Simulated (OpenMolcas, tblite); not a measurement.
# How methods differ on PH (SMILES [PH])

PH has 2 atoms, charge 0, and is taken as a triplet. SMILES: `[PH]`. The shape is that of a PBE0-D4/def2-TZVP optimisation.

```xyz
2

P     0.0000    0.0000   -0.0146
H     0.0000    0.0000    1.4137
```

Quantity: the dipole moment, in D. The values are calculated.

```
           level            kind     program  value (D)
        GFN1-xTB  semi-empirical      tblite       0.60
    ROHF/cc-pVTZ    Hartree–Fock  OpenMolcas       0.53
  USVWN5/cc-pVTZ             LDA  OpenMolcas       0.52
U-revPBE/cc-pVTZ             GGA  OpenMolcas       0.47
  UM06-L/cc-pVTZ        meta-GGA  OpenMolcas       0.49
  UBHLYP/cc-pVTZ   global hybrid  OpenMolcas       0.48
```

The values span 0.47 to 0.60 D. Magnitudes only: a small dipole may point the other way at some levels.

All six levels give PH a small but distinct dipole, and the five cc-pVTZ values lie between 0.47 and 0.53 D. Phosphorus and hydrogen have similar electronegativities, so little charge is transferred along the bond. Much of the moment therefore comes from the shape of the density around phosphorus, where the σ lone pair, largely 3s in character, points away from hydrogen and offsets or reinforces the bond contribution. The two unpaired electrons occupy the degenerate 3p π orbitals perpendicular to the axis and take no direct part in the σ bond.

The values do not follow the share of exact exchange: BHLYP, at 0.48 D, falls between the revPBE and M06-L results, while Hartree–Fock and LDA nearly coincide despite their very different treatments of exchange and correlation. GFN1-xTB stands highest, probably because its compact, parametrised valence description captures the polarisation around phosphorus less flexibly. The close agreement among the other levels does not establish accuracy, since they share a basis without diffuse functions and any resulting error could be common to them all.
